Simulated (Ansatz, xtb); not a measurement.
**Loss of CH3F: C3H4F2 → C2HF + CH3F**

Species: C3H4F2 (cis-1,2-difluorocyclopropane) `FC1CC1F`, singlet; C2HF (fluoroacetylene) `C#CF`, singlet; CH3F (fluoromethane) `CF`, singlet. 

Shapes, held fixed at every level: PBE0-D4/def2-TZVP. Programs: Ansatz 0.2.0, xtb 6.7.1. Electronic energies: no zero-point or thermal term.

Question: Estimate ΔE of this reaction.

Answer: The highest level, CCSD(T)/CBS estimate, gives ΔE = +175.4 kJ/mol; the levels span +155.5 to +212.1. The column of differences is taken from that level and isn't an error. No measured value is set beside it here. The CBS estimate extrapolates MP2 from def2-TZVPP and def2-QZVPP and adds CCSD(T) − MP2 in the triple-zeta set, cores frozen.

```tsv
level	kind	ΔE (kJ/mol)	less CCSD(T)/CBS estimate
GFN2-xTB	semi-empirical	+176.5	+1.1
HF/def2-TZVPP	Hartree–Fock	+155.5	-19.9
r2SCAN-D4/def2-TZVPP	meta-GGA	+201.6	+26.2
PBE0-D4/def2-TZVPP	global hybrid	+212.1	+36.7
B2PLYP/def2-TZVPP	double hybrid	+165.2	-10.2
CCSD(T)/def2-TZVPP	coupled cluster or CI	+175.2	-0.2
CCSD/def2-TZVPP	coupled cluster or CI	+175.9	+0.5
CCSD(T)/CBS estimate	coupled cluster or CI	+175.4	0.0
```

Elimination of fluoromethane is strongly endothermic at every level. The numbers of C–H and C–F bonds are unchanged, so the reaction in effect trades two ring C–C σ bonds for the two π bonds of the alkyne. The π bonds are weaker, and relief of ring strain only partly repays the cost. Fluorine on an sp carbon probably adds to it, since that carbon is itself electronegative and the fluorine lone pairs repel the π electrons.

Hartree–Fock gives the lowest value, so correlation on balance favours the compact ring over the separated products. Perturbative triples barely alter the CCSD result, which suggests that their contributions largely cancel between the two sides. PBE0 lies further above the coupled-cluster values than r2SCAN, while B2PLYP falls below them, probably reflecting an uneven balance between σ-framework and triple-bond energies. The close agreement of GFN2-xTB is better read as error cancellation than as comparable accuracy. The reaction energy alone doesn't show whether a concerted path exists or how high its barrier would be.
